Q: I have six G0W0-corrected levels of bulk PtSe2, at three points of the Brillouin zone. The state in row 2 is called "first empty", yet the correction drops it by almost 1 eV, down to the filled levels. The other two empty states move up. Has the correction closed a gap at Γ?

Yambo 5.3.0, G0W0 with a plasmon-pole model on Quantum ESPRESSO PBE states of bulk PtSe2, without spin-orbit coupling. The calculation uses a 4×4×3 k mesh, Fermi-Dirac smearing of 0.05 eV, PseudoDojo 0.5 SR standard potentials, a wave cutoff of 1170 eV and 105 bands in the sums. Each column of levels counts from its own highest filled level.

| row | state k a (reciprocal cell vector) | state k b (reciprocal cell vector) | state k c (reciprocal cell vector) | state band | state start level (eV) | state corrected level (eV) | state weight z |
| --- | --- | --- | --- | --- | --- | --- | --- |
| 1 | 0.000 | 0.000 | 0.000 | top filled | -0.547 | -1.553 | 0.79600 |
| 2 | 0.000 | 0.000 | 0.000 | first empty | 0.932 | -0.017 | 0.79300 |
| 3 | 0.000 | 0.250 | 0.333 | top filled | 0.000 | 0.000 | 0.79400 |
| 4 | 0.000 | 0.250 | 0.333 | first empty | 0.695 | 0.926 | 0.79400 |
| 5 | 0.000 | 0.250 | -0.333 | top filled | -1.211 | -1.582 | 0.78800 |
| 6 | 0.000 | 0.250 | -0.333 | first empty | 1.863 | 1.997 | 0.79200 |

A: Compare row 2 with its partner at the same point, row 1, before you speak of a closing gap. Their separation is 1.48 eV in PBE and 1.54 eV after the correction, so it has hardly changed. Both states went down together. Each column counts from its own highest filled level, which is row 3, so "down" means relative to row 3; the common shift of all levels can't be read here.

Q: Then why does an empty state travel with a filled one?

A: Because "first empty" describes the occupation in the PBE start, and that start is a metal. The cell holds 50 electrons, enough to fill 25 bands if there were a gap. At Γ, however, the 25th band rises so high that it loses its electrons to the 26th band elsewhere in the zone. Row 2 is then a hole at the top of the valence bands, whereas rows 4 and 6 belong to the conduction band.

This assignment is an inference, but a well-supported one. The calculation also gives the average of the PBE exchange-correlation potential over each state. Bands 24 and 25 at Γ have nearly the same value, while band 26 lies about 3 eV deeper, close to row 4. If row 2 were band 26, two states with almost equal potential terms would have shifted 1.18 eV apart. As band 25, it shares its shallow potential term with row 1, one of a degenerate pair, which suggests that both are mainly selenium p states and so get a similar correction.

Q: What pushes the 25th band up at Γ in the first place?

A: Symmetry and the contacts between Se atoms. Each Pt atom is an inversion centre with six Se neighbours, and its 5d orbitals are even under inversion. Add the $p_z$ orbitals of the two Se atoms with their arrows parallel, and you get an odd combination. At Γ it can't mix with Pt 5d, so it stays largely a selenium state.

With parallel arrows, the positive lobe of the lower Se points toward the negative lobe of the upper one, so the contact within a layer is antibonding. Now draw the same combination in the next layer. Across the gap the signs meet in the same way, and in this geometry the Se atoms there are about as close as within a layer, so both contacts are expected to push the level up by similar amounts. This is the standard picture of the valence top at Γ, and the potential terms fit it, though no orbital projection was made here. In PBE the level ends 0.24 eV above row 4, so the bands overlap by at least that much and the start is metallic. With the smearing, row 4 may itself hold some of the lost electrons despite its label.

Q: And row 3? By your count it is also band 25, but it doesn't fall.

A: It carries the same band number but probably has a different make-up. At the point of row 3, unlike at Γ, inversion turns the wave vector into a different one, so it no longer keeps Se p and Pt 5d apart. The state in row 3 can take on d character, which would put more of its density in the compact region near the nuclei. Its potential term, 2.4 eV deeper than that of row 2, fits this picture.

Row 5 differs from row 3 only in the sign of the third component of the wave vector, but in this trigonal crystal that makes it an inequivalent point, where the band can have another make-up. It lies between rows 2 and 3, both in its potential term and in its shift of −0.37 eV. One band therefore gets three different corrections, and a rigid upward shift of all empty states would misdescribe this crystal. Row 4 is the conduction band, an antibonding mixture of Pt 5d and Se p, and it moves up by 0.23 eV. Among these six states, the potential term sorts the shifts better than the label "filled" or "empty" does.

Q: How does the correction tell these states apart?

A: It replaces the PBE potential term $V_{xc}$ by the self-energy $\Sigma$, which contains exchange and screened correlation:

$$E^{\mathrm{G0W0}} = E^{\mathrm{PBE}} + Z\,(\Sigma - V_{xc})$$

The factor $Z$, printed as "state weight z", accounts for the change of $\Sigma$ with energy. It varies by only 1% of its mean over the six states, so it scales the shifts but doesn't sort them. The sorting comes from the difference in the bracket.

Take row 2 relative to row 3, with the mean $Z$ for both. The shift divided by $Z$ gives the change of the bracket, and adding the difference of the potential terms leaves the difference of the self-energies:

$$\Delta\Sigma = \frac{-0.949}{0.793} + 2.384 \approx 1.19\ \text{eV}$$

Both terms are more attractive for row 3 than for row 2, but in the self-energy the difference is only half as large as in the PBE potential. Relative to the selenium state at Γ, row 3 therefore goes up.

Q: Is "half as much" a rule?

A: No. For row 5 against row 3 the potential terms differ by 0.46 eV, while the self-energies are almost equal. What holds for all six states is the order: the deeper the potential term, the further up the state moves. This order rests on the inferred band numbers of all six rows, and for row 2 it is no independent test, since the potential terms helped to identify its band. Since $V_{xc}$ enters the correction with a minus sign, that order shows how the states are sorted, but it doesn't prove the orbital picture. The output below lists this bookkeeping for every row; nothing was fitted.

Q: Shouldn't a better theory pull compact d states down? PBE lets an electron repel itself, and that hurts compact states most.

A: That is a good reason to distrust the size of the effect. Here $V_{xc}$ includes the density of the frozen core, but the exchange in $\Sigma$ runs only over the electrons treated explicitly. The attraction from exchange with the core is lost, and a d-rich state probably overlaps the core more. The short sum over empty bands also cuts off part of the attractive correlation, again probably more for compact states. Both faults would leave rows 3 and 4 too high relative to row 2; how much of the trend they make up is untested, and it could be a large part, since the core term is expected to be much larger for Pt 5d than for Se 4p. A repeat with the core density left out of $V_{xc}$ would test the first fault.

Q: So may I quote the 0.93 eV between rows 3 and 4 as the gap of PtSe2?

A: No. It says that the overlap has vanished among three sampled points, in a single correction that still uses the screening and occupations of a metal. The mesh, bands and cutoffs are unconverged, and spin-orbit coupling, which would split the degenerate pair to which row 1 belongs, is left out. Bulk PtSe2 is known as a semimetal.

Q: And is row 3 now really the valence top, rather than row 2?

A: They differ by 0.02 eV, far less than this calculation can resolve. What you can take from the pair is that the selenium state at Γ no longer stands above the conduction band in this run.

Numerical output:

```
Shifts and potential terms, energies in eV:
  row  inferred band  shift relative to row 3  PBE potential term  potential term less row 3  estimated self-energy less row 3
    1             24                   -1.006              -14.76                       2.49                             1.221
    2             25                   -0.949              -14.87                      2.384                             1.187
    3             25                        0              -17.25                          0                                 0
    4             26                    0.231              -17.75                    -0.4951                           -0.2038
    5             25                   -0.371               -16.8                     0.4572                          -0.01077
    6             26                    0.134              -17.48                    -0.2268                          -0.05783
Direct separation rows 1 to 2, PBE, eV: 1.479
Direct separation rows 1 to 2, G0W0, eV: 1.536
Change of separation rows 1 to 2, eV: 0.057
Direct separation rows 3 to 4, PBE, eV: 0.695
Direct separation rows 3 to 4, G0W0, eV: 0.926
Change of separation rows 3 to 4, eV: 0.231
Direct separation rows 5 to 6, PBE, eV: 3.074
Direct separation rows 5 to 6, G0W0, eV: 3.579
Change of separation rows 5 to 6, eV: 0.505
PBE height of row 2 above row 4 (band overlap), eV: 0.237
G0W0 height of row 4 above row 2, eV: 0.943
Relative movement of row 4 against row 2, eV: 1.18
G0W0 height of row 3 above row 2, eV: 0.017
Mean weight Z: 0.7928
Spread of Z, percent of mean: 1.009
Rank correlation of shift with potential term: -1
```
